**Q:** If I flatten or lengthen a crystal of Al₂Ru without changing its volume, how much energy does it cost?

**A:** The crystal here is a tetragonal form of Al₂Ru; the known phase is orthorhombic. In this density-functional calculation, with the atoms held at fixed fractions of the cell edges, a 4 % flattening costs about 10 meV per atom. Flattening by 15 % or lengthening by 20 % costs nearly 200. The pressure rises by a few gigapascals at most. In the table, the axial ratio is $c/a$ divided by its value in the relaxed cell, so numbers below 1 mean a flatter cell. A positive pressure means that the cell pushes outwards.

Tetragonal Al2Ru (I4/mmm, 3-atom primitive cell; conventional a = 3.122, c = 8.445 Å), strained along c at fixed volume and fractional coordinates. Computed with Ansatz 0.2.0: plane-wave PAW, scalar-relativistic r2SCAN, no spin polarisation, 500 eV cutoff, Gamma-centred 24×24×24 k mesh, 0.15 eV Gaussian smearing. Energies are free energies relative to the relaxed cell.

```tsv
axial ratio (over its starting value)	energy change (meV/atom)	pressure (GPa)	gap on mesh (eV)
0.85	191.2	5.48	0.000
0.92	?	?	?
0.96	11.5	0.51	0.000
1.0	0.0	0.00	0.000
1.1	55.3	0.49	0.211
1.2	183.1	2.41	0.000
```

**Q:** The row at 0.92 is open. Its $c/a$ is close to $\sqrt6$, where the atoms in the upright (110) layers would form almost regular hexagons. Should I look for a second minimum there?

**A:** Compare an elemental metal taken along the same kind of path. When it passes through a body-centred or face-centred cubic shape, the three axes become equivalent, and symmetry forces the energy to be stationary. In Al₂Ru two kinds of atom are stacked along the axis, so a neat $c/a$ doesn't make the axes equivalent, and the analogy ends there. The row at 1.1 illustrates this: its $c/a$ is almost 3, the value for a stack of three cubes, yet the energy climbs straight through it.

**Q:** Then why is there a minimum at 1.0?

**A:** Because the cell was relaxed to that shape. Bonding sets its position, and symmetry does not. Around such a minimum the energy starts as the square of the strain, which gives us a way to forecast the open row.

**Q:** Can I do that by hand?

**A:** Yes. Measure the strain by $x=\ln(\text{axial ratio})$ and scale the energy of a neighbouring row by the square of $x$. From the row at 0.96,

$$E(0.92)\approx 11.5\left(\frac{\ln 0.92}{\ln 0.96}\right)^2\approx 48.0\ \text{meV per atom}.$$

The same step from the row at 0.85 gives $191.2\,(\ln 0.92/\ln 0.85)^2\approx 50.3$ meV per atom. The two differ because the well is not a perfect parabola: measured this way, the cell is stiffer at 0.85 than at 0.96. If the stiffness changes steadily in one direction, the answer lies between them.

**Q:** Which value do you choose?

**A:** I fitted a sum of terms in $x^2$, $x^3$ and $x^4$ to the five known rows. It gives 48.5 meV per atom, and I allow ± 1.5. That width is a judgement: dropping the $x^4$ term shifts the forecast by about 1 meV.

**Q:** Why should there be any pressure if the volume is fixed?

**A:** Pressure is the rate at which energy falls as volume grows, $P=-\partial E/\partial V$, taken here at fixed shape. Near the minimum, write

$$E\approx K(V)\,[x-x_0(V)]^2,$$

where $K$ is the stiffness against a change of shape and $x_0$ the preferred shape at volume $V$, zero at the starting volume. Compression usually raises $K$, so a strained cell can save energy by expanding. This gives a positive pressure that grows as $x^2$, whichever way the cell is strained.

**Q:** But the pressures at 0.96 and 1.1 are almost equal, although the second cell is strained more than twice as much.

**A:** That is mainly the work of $x_0$. The preferred shape also shifts with volume, which adds a term proportional to $x$. This term raises the pressure on the flattened side and lowers it on the lengthened side. With a further $x^3$ term for the skew of the well, a fit to the five known rows gives 1.62 GPa at 0.92. I allow ± 0.10.

**Q:** And the band gap?

**A:** I forecast zero, because the known rows on the flattened side have none. A narrow gap that opens and closes again between them cannot be excluded. The only gap among the known rows is at 1.1, and its 0.211 eV is an upper bound for this functional, since the mesh of k points can miss the band edges. That row still lies 55 meV per atom above the gapless start, so the gap does not mark the preferred shape.

**Q:** Let us see the computed row.

The withheld rows as computed:

```tsv
axial ratio (over its starting value)	energy change (meV/atom)	pressure (GPa)	gap on mesh (eV)
0.92	49.6	1.62	0.000
```

**A:** All three forecasts hold within their ranges. The energy is 49.6 meV per atom, so the forecast was about 2 % below the computed value. The pressure agrees to the digits printed, and there is no gap. The energy also sits where a single smooth well would put it, with no sign of a second minimum at this point.

**Q:** Why was the energy too low?

**A:** The fit was already slightly low at 0.96. It minimises errors in meV, so a small relative error at small strain costs it little, and the strongly strained rows shape the curve. The form of the polynomial matters too. Divided by $x^2$, the energy rises by 3 to 4 % from 0.96 to 0.92 but by less than 2 % over the longer step to 0.85, and the fitted curve bends too gently to follow that. The hand estimates did bracket the result, because they needed only this ratio of energy to $x^2$ to change steadily in one direction. The printed analysis after this exchange gives both fits in full.

**Q:** What makes the flattened side stiffer in the first place?

**A:** Look at which atoms are pushed together. At 0.85 the contact between two Al atoms along the axis has shrunk by about a tenth, from roughly 2.7 to 2.4 Å. The eight diagonal Ru–Al bonds around each Ru hardly change, because the cell widens as it flattens. The two axial Ru–Al contacts of each Ru start longer than the Al–Al contact and shrink in the same proportion. Repulsion grows faster the closer atoms come, so these squeezed axial contacts are a plausible cause of the steep side. They are unlikely to be the whole story: repulsion alone would be expected to stiffen the cell ever faster, yet the curve stops stiffening on the way from 0.92 to 0.85, where the contacts are shortest. The share of the energy that belongs to each contact is untested.

**Q:** How would I use that for a related layered compound?

**A:** Find the shortest contacts along the axis and across it, and ask which of them the deformation squeezes. At fixed volume, a small strain changes lengths along the axis twice as much, in relative terms, as lengths across it. A short axial contact therefore suggests a steeper climb on flattening. It is a first guess, to be checked with one calculated point on each side.

**Q:** And as an engineer, what stiffness should I remember?

**A:** At most about 116 GPa for this change of shape, and perhaps much less. Treating the crystal as isotropic, the energy per volume is $\tfrac23 Gx^2$, and the fitted $x^2$ term gives that value for the shear modulus $G$. The atoms were held at fixed fractions of the cell edges in the strained cells. Letting them settle could only lower the energy there, so the figure is an upper estimate. The drop may be large: already at 0.96 each Al atom feels a force of 0.37 eV/Å along the axis. The estimate belongs to the tetragonal form and is not a value for the known orthorhombic phase.

Numerical output:

```
Geometry with fixed fractional coordinates:
   row    c/a  axial Al-Al (Å)  diagonal Ru-Al (Å)  in-plane a (Å)
  0.85  2.299            2.396                2.62           3.296
  0.92  2.489            2.526               2.598            3.21
  0.96  2.597            2.599               2.588           3.165
   1.0  2.705            2.671                2.58           3.122
   1.1  2.975            2.846               2.569           3.024
   1.2  3.246            3.016               2.567           2.938
Energy over squared log strain at 0.85 (eV/atom): 7.239
Energy over squared log strain at 1.2 (eV/atom): 5.508
Energy at 0.92 scaled from row 0.96 (meV/atom): 47.98
Energy at 0.92 scaled from row 0.85 (meV/atom): 50.33
fit of energy_change on 5 rows: coefficient of x2 6617 +/- 16, coefficient of x3 -4890 +/- 19, coefficient of x4 -6535 +/- 565; rms 0.0728, worst 0.96 -0.159, leave-one-out rms 4.4
  rows outside the fit (model, value, miss): 0.92 48.52, 49.6, -1.08
fit of energy_change on 5 rows: coefficient of x2 6430 +/- 19, coefficient of x3 -5010 +/- 108; rms 0.6, worst 1.1 -1.23, leave-one-out rms 7.02
  rows outside the fit (model, value, miss): 0.92 47.61, 49.6, -1.99
fit of pressure on 5 rows: coefficient of x -6.599 +/- 0.033, coefficient of x2 139.4 +/- 0.064, coefficient of x3 -168.7 +/- 1.2; rms 0.00165, worst 0.96 0.00324, leave-one-out rms 0.0268
  rows outside the fit (model, value, miss): 0.92 1.618, 1.62, -0.00247
Fitted energy for lengthening by the same log strain as 0.92 (meV/atom): 42.85
Rough effective shear modulus with fixed fractions (GPa): 115.9
Rough percent rise of shape stiffness per percent volume compression: 1.805
Axial ratio at which c/a is 3: 1.109
Axial ratio at which c/a is the square root of 6: 0.9055
Computed mesh gap at withheld row 0.92 (eV): 0
```
